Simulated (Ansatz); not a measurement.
CuAu: energy less free atoms and pressure against volume per atom

Results calculated with Ansatz 0.2.0, not measured. Periodic Kohn-Sham DFT of a crystal at fixed atoms; pressure and stress are positive in compression; the energy is the free energy less that of spherical unpolarised free atoms; site moments are those in the method's own spheres, positive along +z.

Cell of the first row (space group P4/mmm, No. 123):
```
CuAu
1.0
      2.7428     0.0000     0.0000
      0.0000     2.7428     0.0000
      0.0000     0.0000     3.5951
Cu Au
1 1
Direct
  0.50000 0.50000 0.50000
  0.00000 0.00000 0.00000
```

Settings of every row: method all-electron LAPW; functional PBEsol; relativity scalar; k mesh 13x13x10; filling fermi-dirac; smearing width 0.05 eV; basis error target 0.25 meV/atom; nucleus gaussian.

Atom start moment: 0 on all atoms.

Limits: no spin-orbit coupling on heavy atoms.

| row | volume per atom (Å³) | energy less free atoms (eV/atom) | pressure (GPa) |
| --- | --- | --- | --- |
| 1 | 13.523 | -4.1672 | 9.781 |
| 2 | 13.811 | -4.1806 | 5.329 |
| 3 | 14.099 | ? | ? |
| 4 | 14.243 | -4.1871 | -0.358 |
| 5 | 14.386 | -4.186 | -2.02 |
| 6 | 14.53 | -4.1835 | -3.577 |
| 7 | 14.674 | -4.1796 | -5.033 |
| 8 | 14.962 | -4.1682 | -7.669 |
| 9 | 15.25 | -4.1523 | -9.973 |

Question: what energy less free atoms and pressure should row 3 give?

Worked fit of energy less free atoms. Take u = (V_r/V)^(2/3) − 1 with V_r = 14.458 Å³ an atom, which is twice the finite (Eulerian) strain; such expansions in the strain, on which the Birch-Murnaghan equation of state is built, carry the rest volume and the bulk modulus. The shown rows have u = 0.04558, 0.03099, 0.01004, 0.00333, -0.00331, -0.00984, -0.02258, -0.03493. Least squares give energy less free atoms = −4.18492 − 0.3781 × u + 16.313 × u² + 11.3 × u³ eV/atom; a parabola predicts inner rows, each left out in turn, worse (root mean square 0.00018 against 4.6e-05 eV/atom). All shown rows lie on it to the printed digit. Its lowest point lies at u = 0.0115, or V = 14.21 Å³ an atom, and the curvature there gives the bulk modulus at fixed shape and fractions, B = (4/9)(1 + u)² E″(u)/V = 171 GPa. Letting shape and atoms relax would as a rule lower it, by much in layered, chain or molecular crystals. The withheld row has u = 0.0169, so the fit gives −4.18492 − 0.3781 × (0.0169) + 16.313 × (0.0169)² + 11.3 × (0.0169)³ = -4.1866 eV/atom.

The calculation gave -4.1866 eV/atom. The fit meets it to the printed digit.

Worked fit of pressure. Take u = (V_r/V)^(2/3) − 1 with V_r = 14.458 Å³ an atom, which is twice the finite (Eulerian) strain; such expansions in the strain, on which the Birch-Murnaghan equation of state is built, carry the rest volume and the bulk modulus. The shown rows have u = 0.04558, 0.03099, 0.01004, 0.00333, -0.00331, -0.00984, -0.02258, -0.03493. Least squares give pressure = −2.8078 + 234.733 × u + 874.78 × u² + 764 × u³ GPa; a parabola predicts inner rows, each left out in turn, worse (root mean square 0.012 against 0.0036 GPa). The rows lie off it by 0.000, 0.000, 0.004, -0.004, -0.002, 0.001, 0.002, -0.001. The pressure vanishes at u = 0.0115, or V = 14.21 Å³ an atom, and there the bulk modulus at fixed shape and fractions is B = −V dP/dV = (2/3)(1 + u) dP/du = 172 GPa. Letting shape and atoms relax would as a rule lower it, by much in layered, chain or molecular crystals. The withheld row has u = 0.0169, so the fit gives −2.8078 + 234.733 × (0.0169) + 874.78 × (0.0169)² + 764 × (0.0169)³ = 1.413 GPa.

The calculation gave 1.416 GPa. The fit lies 0.003 GPa (0.015 % of the column's range) below it; its largest miss of a shown row is 0.004 GPa.
